**Q:** I have a crystal of GaSb and want to know what it costs to squeeze it by a few per cent. I could run a density-functional calculation at each volume, but I'd like to get the number on the back of an envelope. Is that realistic?

**A:** Let's hold the envelope against a calculation that has been done. The table lists the volume per atom and the energy per atom for the same crystal scaled evenly in all directions. The energy is counted from the minimum of a smooth curve fitted to the seven points. That minimum lies at 29.964 Å³ per atom, so most rows describe a compressed crystal.

Energies of zinc-blende GaSb at evenly scaled volumes, counted from the minimum of the fitted equation of state. They were computed with FLEUR MaX-R8.1 (later development tree) using all-electron FLAPW and PBE, without spin polarisation or spin-orbit coupling, with an 8×8×8 k mesh, kmax = 3.81 bohr⁻¹ and Fermi-Dirac smearing of 0.05 eV.

| volume (Å³/atom) | energy (meV/atom) |
| --- | --- |
| 26.91 | 53.29 |
| 27.48 | 33.11 |
| 28.05 | 19.23 |
| 28.62 | 9.00 |
| 29.20 | 2.92 |
| 29.77 | -0.19 |
| 30.34 | 0.78 |

**Q:** Where would you start?

**A:** With the smallest squeeze you can think of. Close to its resting volume a solid pushes back like a spring: halve the squeeze and you halve the pressure. The energy stored is the average pressure times the volume taken away. Since both factors grow with the squeeze, the energy grows with its square.

**Q:** So two numbers should do, the resting volume and the stiffness?

**A:** Yes. Call the resting volume $V_0$ and the stiffness $B$, the bulk modulus, which is the pressure per fractional loss of volume. If a fraction $x$ of the volume is lost, the pressure rises from zero to $Bx$, so its average is $Bx/2$. The volume removed is $V_0x$, and the product is

$$E = \tfrac12 B V_0\,x^2,\qquad x=\frac{V_0-V}{V_0}.$$

**Q:** That's a parabola in volume. Can I use it for the whole table?

**A:** Try it at the far end before you trust it. Let the volume shrink to nothing, so that $x$ becomes 1. What does your formula charge for that?

**Q:** Just $\tfrac12 BV_0$. A finite price for crushing a crystal to a point, which is absurd.

**A:** And at the other end, when the atoms are pulled infinitely far apart, it charges an infinite price. That's wrong too, because separating atoms costs only their binding energy. The parabola has its two limits the wrong way round. A real crystal gets harder to squeeze as it shrinks and easier to stretch as it grows.

**Q:** Why does it get harder?

**A:** Electrons confined to less space have more kinetic energy, and under strong compression the filled inner shells of neighbouring atoms start to overlap as well. Both effects rise steeply as the atoms approach, while the attraction that binds the crystal changes more gently. This is the standard account of why solids stiffen under pressure. The total energies in the table can show the stiffening, but they don't separate repulsion from attraction.

**Q:** Then I need a formula that stiffens. Does that mean a third number?

**A:** Not if you choose a better measure of the squeeze. Divide the volume lost by the volume that remains, instead of by the volume you started with:

$$E = \tfrac12 B V_0\,s^2,\qquad s=\frac{V_0-V}{V}=\frac{V_0}{V}-1.$$

The quantity $s$ is the fractional gain in density. For a tiny squeeze it equals $x$, so the spring is unchanged. When the volume goes to zero the energy now goes to infinity, and when the atoms are far apart it levels off at $\tfrac12 BV_0$.

**Q:** The limits look right, but many formulas would have those limits. How do I know this one stiffens at the proper rate?

**A:** Work out the rate. The pressure is minus the slope of the energy with volume, which gives $P = B\,s(1+s)^2$. The stiffness at the squeezed volume is $-V\,dP/dV = B(1+s)^2(1+3s)$, or about $B(1+5s)$ when $s$ is small. Since $P$ is then about $Bs$, the stiffness rises by 5 GPa for each GPa of pressure.

For many solids this rate lies between about 4 and 6, and the curve fitted to the table has 5.59, a value that seven scattered points fix only loosely. The parabola in volume has a rate of −1: it describes a crystal that softens when squeezed.

**Q:** Let me try a row, then. What is the stiffness?

**A:** The fitted curve gives 43.1 GPa. To turn pressure times volume into electronvolts, use 1 eV/Å³ = 160.2 GPa:

$$\tfrac12 BV_0=\frac{43.1\times 29.964}{2\times160.2}\ \text{eV}=4.03\ \text{eV per atom}.$$

For hand work, count the density gain in per cent. One per cent squared is one ten-thousandth, so the rule becomes 0.403 meV per atom times the square of the percentage.

**Q:** I'll take the volume 28.62. The density gain is $29.964/28.62-1$, which is 4.70 %. Its square is 22.1, and times 0.403 that makes 8.9 meV per atom.

**A:** The calculation has 9.00. Now take the hardest case, the smallest volume.

**Q:** At 26.91 the gain is $29.964/26.91-1$, or 11.35 %. The square is 128.8, so the rule gives 51.9 meV. The table says 53.29, so I'm about 3 % too low.

**A:** Compare that with the parabola in volume, which uses the same two inputs. It gives 41.9 meV, about 21 % below the calculated energy. The whole difference comes from dividing by the volume that remains. At this compression, that simple change recovers most of the stiffening.

**Q:** That's better than I hoped. Have I predicted the calculation?

**A:** No, because $V_0$ and $B$ came from a curve fitted to all seven energies, including your two rows. What you have tested is the shortening. A full equation of state has a separate number for the rate of stiffening, and you've replaced it by the fixed value 5. The agreement shows that little is lost by doing so over this range.

**Q:** Does that replacement explain the shortfall at the smallest volume?

**A:** It can, but the table doesn't prove it. If the power of the density is adjusted so that the rate becomes 5.59, the estimate rises to 53.0 meV. Yet a curve that keeps the rate at 5 and takes a slightly higher stiffness follows the seven points about as closely as the full fit, both with a scatter near 0.25 meV. Nearly all the volumes lie on the compressed side of the minimum, which leaves the stiffness and its rate of change free to trade against each other.

**Q:** How good is the rule over the rest of the table?

**A:** It stays within 1.4 meV per atom of every row. For the four smallest volumes, that means within 3 % of the calculated energy. Near the minimum a percentage loses its meaning, because the energy itself is almost zero. At 29.77 the table even shows −0.19 meV, which is merely the scatter of a point about the fitted curve.

**Q:** Suppose nobody gives me the stiffness. Could I get it by drawing a parabola through the energies?

**A:** You could, and here the choice of parabola matters more than the look of the fit. Take a parabola in volume, leave its height, position and curvature free, and fit it to all seven rows by least squares. It passes within 1 meV of every point. What would you conclude?

**Q:** That it's a good description, and that its curvature gives me a good stiffness.

**A:** It gives 59 GPa, over a third more than the 43 GPa of the full equation of state. A parabola in density, fitted in the same way, gives 45 GPa. It follows the points as closely as the full equation of state does, so the table can't choose between 43 and 45.

**Q:** How can such a close fit be so far off?

**A:** A parabola in volume has one curvature everywhere. The points lie mostly at compressed volumes, where the true curve bends more sharply, so the fit adopts that sharper bend. You then read it off at the minimum, where the crystal is softer. The parabola in density has the stiffening built into its shape and needs much less of this compromise.

**Q:** Could the stiffer value be closer to the real crystal all the same?

**A:** It could, and that's what makes the mistake tempting. The functional used here, PBE, usually makes semiconductors of this kind too large and too soft, while the unsuitable parabola errs towards too stiff. Even if the two errors cancel here, that gives you no reason to trust the method elsewhere.

**Q:** Could I at least use the measured volume with the calculated stiffness?

**A:** That is where the rule is easiest to break. Keep the crystal at 28.62 and the stiffness as it is, but raise the resting volume by 1 %. The density gain goes from 4.7 to 5.7 %, and the energy from 8.9 to 13.4 meV. An error you would hardly notice in the volume has changed the answer by half, and for GaSb the gap between the PBE and the measured volume is expected to be several per cent.

**Q:** Because I'm squaring a small difference between two large numbers.

**A:** Exactly, and as a share of the answer the damage is worst for gentle squeezes, where that difference is smallest. The squeezed volume and the resting volume must therefore belong to the same crystal, real or computed. If you know the density gain itself, a 1 % error in the resting volume shifts the energy by only 1 %. For an estimate of what PBE would give, use PBE values for the resting volume and the stiffness. For a real crystal at room temperature, use measured values for both, since the calculated ones carry the errors of PBE and also leave out thermal expansion.

**Q:** And if I stretch the crystal instead?

**A:** The formula has a sensible limit there, but the table hardly tests it. Only the volume 30.34 lies beyond the minimum, with a density about 1.2 % below the resting value. So close to rest, both parabolas give 0.6 meV, against 0.78 in the table. For compression you can rely on the rule down to about a tenth below the resting volume, as long as the crystal keeps its structure: the table follows zinc blende only, and a change to a denser structure would need a new curve. By the pressure formula the smallest volume means about 6 GPa, a range where such a change is to be expected for GaSb. For stretching you have little more than the spring.

**Q:** If I move to a related semiconductor, what should I change?

**A:** Put in its own resting volume and stiffness. For the same percentage gain in density, the cost per atom scales with their product, so a crystal that is twice as stiff at equal volume costs twice as much to squeeze. Then look at how fast it stiffens. If the rate is nearer 4 than 5, the rule will charge slightly too much for a strong squeeze; if it is nearer 6, slightly too little.
